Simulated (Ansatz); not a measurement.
## A series in volume scale on SnSe

Results calculated with Ansatz 0.2.0, not measured. Free energy against uniform scaling of the volume at fixed shape and fractions; periodic cell, basis, potentials, k mesh and filling as listed.

The cell before it is scaled or strained (space group Fm-3m, No. 225):
```
SnSe
1.0
      0.0000     3.0100     3.0100
      3.0100     0.0000     3.0100
      3.0100     3.0100     0.0000
Sn Se
1 1
Direct
  0.00000 0.00000 0.00000
  0.50000 0.50000 0.50000
```

Settings of every row: functional LDA; dispersion none; potentials all-electron LAPW; k mesh 6x6x6; k shift 0x0x0; occupations fixed; smearing width 0 eV; spin none.

Limits: coarse k mesh, up to 40 meV an atom off; minimum outside the range.

| row | volume scale | V (Å³/atom) | energy above lowest point (meV/atom) |
| --- | --- | --- | --- |
| 1 | 0.94 | 25.635 | 0 |
| 2 | 0.96 | 26.18 | ? |
| 3 | 0.98 | 26.725 | 11.3 |
| 4 | 1 | 27.271 | 22.2 |
| 5 | 1.02 | 27.816 | 36.1 |
| 6 | 1.04 | 28.362 | 52.7 |
| 7 | 1.06 | 28.907 | 71.8 |

Question: what energy above lowest point should row 2 give?

Worked fit of energy above lowest point. Take u = (V_r/V)^(2/3) − 1 with V_r = 27.544 Å³ an atom, which is twice the finite (Eulerian) strain; such expansions in the strain, on which the Birch-Murnaghan equation of state is built, carry the rest volume and the bulk modulus. The shown rows have u = 0.04905, 0.02033, 0.00666, -0.00653, -0.01932, -0.03169. Least squares give energy above lowest point = 28.8 − 1054.5 × u + 9531 × u² meV/atom; a straight line predicts inner rows, each left out in turn, worse (root mean square 6.4 against 0.021 meV/atom). All shown rows lie on it to the printed digit. The withheld row has u = 0.03444, so the fit gives 28.8 − 1054.5 × (0.03444) + 9531 × (0.03444)² = 3.8 meV/atom.

The calculation gave 3.7 meV/atom. The fit lies 0.1 meV/atom (2.7 % of the value, 0.14 % of the column's range) above it, one unit of the last digit.
